A device designer has the PBE bands of an ordered Ga–Sb–As crystal and would like to correct them to HSE06 quality with as few numbers as possible. In the table, v1 and v2 are the highest and second-highest filled bands, and c1 and c2 the lowest and second-lowest empty ones. Each level of theory has its own valence top as zero.

Band levels of Ga3SbAs2 (ordered alloy on the zincblende lattice, space group Imm2, 6 atoms per cell) with PBE (cheaper level, 8×8×8 k mesh) and HSE06 (costlier level, 4×4×4 k mesh), each measured from its own valence top. Both were computed with Ansatz 0.2.0 using plane-wave PAW, a 420 eV cutoff and no spin polarisation, on the same cell relaxed with r2SCAN.

| point name | band v2, cheaper level (eV) | band v1, cheaper level (eV) | band c1, cheaper level (eV) | band c2, cheaper level (eV) | band v2, costlier level (eV) | band v1, costlier level (eV) | band c1, costlier level (eV) | band c2, costlier level (eV) |
| --- | --- | --- | --- | --- | --- | --- | --- | --- |
| Gamma | -0.151 | 0.000 | 0.068 | 1.553 | -0.141 | 0.000 | 0.901 | 2.219 |
| X | -1.017 | -0.217 | 1.105 | 1.236 | -1.107 | -0.226 | 1.695 | 1.829 |
| F_0 | -2.420 | -1.509 | 1.316 | 1.462 | -2.603 | -1.609 | 1.900 | 2.050 |
| Sigma_0 | -2.420 | -1.509 | 1.316 | 1.462 | -2.603 | -1.609 | 1.900 | 2.050 |
| Lambda_0 | -1.045 | -0.675 | 0.612 | 0.959 | -1.094 | -0.721 | 1.289 | 1.632 |
| G_0 | -1.045 | -0.675 | 0.612 | 0.959 | -1.094 | -0.721 | 1.289 | 1.632 |
| R | -1.249 | -1.240 | 0.620 | 3.157 | -1.335 | -1.322 | 1.316 | 3.962 |
| W | -1.664 | -1.541 | 1.919 | 1.934 | -1.785 | -1.641 | 2.634 | 2.677 |
| S | -1.233 | -0.832 | 0.568 | 1.911 | -1.313 | -0.892 | 1.259 | 2.596 |

**(a) Do the filled bands shift as a whole, or do they stretch?**

*Solution.* Consider the two limits. If HSE06 moved all filled bands together, setting the valence top to zero would cancel the move and every filled level would keep its value. If it stretched them, each level would go down in proportion to its depth.

The table is close to the second limit. A least-squares line through zero, drawn for v1 at the six distinct points below the top, gives a stretch factor of 1.066. (F_0 and Sigma_0 are equivalent, as are Lambda_0 and G_0.) Now apply it to v2 at F_0, which was not used for the line: $1.066\times(-2.420)=-2.58$ eV, against −2.60 eV from HSE06. No v2 level is missed by more than about 0.02 eV. At Gamma v2 even moves up, by 0.01 eV. If Sb and As were the same atom, it would coincide with v1 there, so its depth comes from the ordering and not from the width of the band. So small a move may also reflect the different k meshes of the two levels of theory.

Theory offers a reason for the stretch. Exact exchange lowers a filled orbital through its overlap with the other filled orbitals. States deeper in the band generally overlap more with the rest than those at the valence top, so they should be lowered more. PBE's exchange potential is the same function of position for every orbital and makes less of this difference. HSE06 contains only a fraction of exact exchange, so the bands widen by only a few per cent.

**(b) The lowest empty level rises by 0.83 eV at Gamma, 0.70 eV at R and 0.59 eV at X. Which states are these?**

*Solution.* Take the limit in which Sb and As are the same atom. The crystal is then plain zincblende, and the cell is three times larger than necessary, with planes stacked Sb, As, As along a cubic [110] direction. Each k point of this cell therefore collects three k points of the cubic crystal.

In units of $2\pi$ over the cube edge, R lies at $(\tfrac12,\tfrac12,\tfrac12)$, which is the cubic point L. The label X lies at $(\tfrac13,-\tfrac13,0)$. Adding the wave vector of the stacking, $(\tfrac23,-\tfrac23,0)$, leads to $(1,-1,0)$, which is a cubic X point. In the same way S contains an L point, F_0 a point near cubic X, and Gamma the cubic Γ.

If c1 at R and at S are both L states, as this suggests, they should rise equally. Adding the rise at R, 0.696 eV, to the PBE level at S gives $0.568+0.696=1.264$ eV, and HSE06 gives 1.259 eV. At Lambda_0, which collects points near L, the same rise misses c1 by only 0.02 eV. The rise of c1 at X likewise holds for c2 there and for both empty bands at F_0, to within 0.01 eV. The numbers thus support the grouping by cubic parent, though they do not show the orbitals themselves.

**(c) Why does the rise fall from Γ to L to X, and what does this do to the band edge?**

*Solution.* The limits here are Γ and X. In a zincblende crystal the s orbitals of an atom's four neighbours act on it fully in step at Γ, and the lowest empty state is an antibonding combination of s orbitals. At X their contributions cancel, and the state contains much p character. L lies between the two.

Compared with a p orbital of the same shell, an s orbital has more of its weight close to the nucleus, where the electron density is high. PBE's exchange potential follows the local density and attracts an empty state there just as it would a filled one. Exact exchange acts on an empty state only through its overlap with filled orbitals, so it attracts less. Replacing part of one by the other should therefore raise the s-like edge at Γ most. The order of the rises agrees with this argument, but band levels alone can't prove it.

The minimum at Gamma becomes shallower as a result. The valley at S lies 0.50 eV above it in PBE but 0.36 eV in HSE06, and the one at X drops from 1.04 to 0.79 eV. A designer who raised all empty bands by the Gamma value would get the gap right but put the X valley 0.24 eV too high. The gap itself has a further limit: spin–orbit coupling, absent here, would raise the valence top and so lower the gap, perhaps by as much as the whole PBE value of 0.07 eV.

W seems to break the sequence. Its c1 level lies well above that at X, yet it rises more, by 0.72 eV. Folding suggests why. Besides the cubic W point, this row collects $(\tfrac23,\tfrac13,\tfrac12)$ and $(\tfrac13,\tfrac23,-\tfrac12)$, which are equivalent in the cubic crystal and lie much closer to L than to X. If Sb and As were the same atom, they would give two empty levels of equal energy, and c1 and c2 at W are indeed less than 0.02 eV apart in PBE. Their rises are also close to that at L. For c2 at R, the highest level in the table, the valleys give no value; it rises by 0.81 eV. Nor does the Gamma value hold for c2 at Gamma, which rises by only 0.67 eV.

A shift linear in energy is no substitute for the valleys: a straight line through the c1 rises at the seven distinct points still misses them by typically 0.07 eV.
